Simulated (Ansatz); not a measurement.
## Sn: energy above lowest point as volume scale varies

Results calculated with Ansatz 0.2.0, not measured. Free energy against uniform scaling of the volume at fixed shape and fractions; periodic cell, basis, potentials, k mesh and filling as listed.

The cell before it is scaled or strained (space group Fd-3m, No. 227):
```
Sn
1.0
      0.0000     3.2333     3.2333
      3.2333     0.0000     3.2333
      3.2333     3.2333     0.0000
Sn
2
Direct
  0.00000 0.00000 0.00000
  0.25000 0.25000 0.25000
```

Settings of every row: functional PBEsol; dispersion none; potentials all-electron LAPW; k mesh 8x8x8; k shift 0x0x0; occupations fermi dirac; smearing width 0.1 eV; spin none.

```
row  volume scale  V (Å³/atom)  energy above lowest point (meV/atom)
  1          0.94       31.774                                  46.5
  2          0.96        32.45                                  27.9
  3          0.98       33.126                                  14.5
  4             1       33.802                                   5.7
  5          1.02       34.478                                     1
  6          1.04       35.154                                     0
  7          1.06        35.83                                     ?
```

Question: what energy above lowest point should row 7 give?

Worked fit of energy above lowest point. Take u = (V_r/V)^(2/3) − 1 with V_r = 33.464 Å³ an atom, which is twice the finite (Eulerian) strain; such expansions in the strain, on which the Birch-Murnaghan equation of state is built, carry the rest volume and the bulk modulus. The shown rows have u = 0.03515, 0.02073, 0.00679, -0.00668, -0.0197, -0.03231. Least squares give energy above lowest point = 9.55 + 651.7 × u + 11184 × u² + 5088 × u³ meV/atom; a parabola predicts inner rows, each left out in turn, worse (root mean square 0.065 against 0.022 meV/atom). All shown rows lie on it to the printed digit. Its lowest point lies at u = -0.0297, or V = 35.01 Å³ an atom, and the curvature there gives the bulk modulus at fixed shape and fractions, B = (4/9)(1 + u)² E″(u)/V = 41.1 GPa. The withheld row has u = -0.04452, so the fit gives 9.55 + 651.7 × (-0.04452) + 11184 × (-0.04452)² + 5088 × (-0.04452)³ = 2.3 meV/atom.

The calculation gave 2.2 meV/atom. The fit lies 0.1 meV/atom (0.22 % of the column's range) above it, one unit of the last digit. This row lies beyond the range of the fit.
